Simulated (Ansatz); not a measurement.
## A series in smearing width on Fe

Plane-wave density functional theory, scalar-relativistic PAW datasets made under PBE, Gamma-centred meshes; one setting moves on a fixed relaxed cell, energies count from the zero-width extrapolation of the reference run, pressure is Pulay-corrected at fixed cutoff and positive in compression. The results are calculated, by Ansatz 0.2.0.

Structure of every row (space group Im-3m, No. 229):
```
Fe
1.0
     -1.4346     1.4346     1.4346
      1.4346    -1.4346     1.4346
      1.4346     1.4346    -1.4346
Fe
1
Direct
  0.00000 0.00000 0.00000
```

Settings of every row: spin polarised yes; functional r2SCAN; wave cutoff 500 eV; k mesh 15x15x15; smearing method gaussian; reference k mesh 15x15x15; reference smearing width 0.05 eV; reference wave cutoff 500 eV; reference smearing method fermi_dirac; swept setting smearing; valence electrons per atom 16.

Atom:
```
element  starting moment (Bohr magneton)
     Fe                              2.8
```

Limits: search for a lower magnetic state is off; settings are moved on purpose, so some rows are far from converged; with one magnetic atom in the cell only parallel moments are possible.

```
row  smearing width (eV)  free energy error per atom (meV)  largest site moment (Bohr magneton)  zero smearing energy error per atom (meV)  pressure (GPa)
  1                 0.01                             -0.05                                 2.83                                      -0.03            0.16
  2                 0.03                                 ?                                    ?                                          ?               ?
  3                  0.1                             -1.78                                 2.83                                      -0.02               0
  4                  0.2                             -7.12                                 2.82                                       0.07            0.01
  5                  0.3                            -16.12                                 2.82                                       0.11            0.02
```

Question: what free energy error per atom should row 2 give?

Worked fit of free energy error per atom. Smearing changes a smooth quantity, to lowest order, with the square of the width, so take w² in eV². The shown rows have w² = 0.0001, 0.01, 0.04, 0.09. Their means are 0.035025 and -6.268 meV; the sums about the means are S_tt = 0.004893 and S_ty = -0.8753, whose ratio is the slope. Least squares give free energy error per atom = −0.002 − 178.89 × w² meV. The rows lie off it by -0.03, 0.01, 0.04, -0.02. The constant, -0.002 meV, estimates the value at zero width. The withheld row has w² = 0.0009, so the fit gives −0.002 − 178.89 × (0.0009) = -0.16 meV.

The calculation gave -0.18 meV. The fit lies 0.02 meV (0.12 % of the column's range) above it; its largest miss of a shown row is 0.04 meV.

The other values of row 2: largest site moment 2.83 Bohr magneton; zero smearing energy error per atom -0.03 meV; pressure 0.13 GPa.
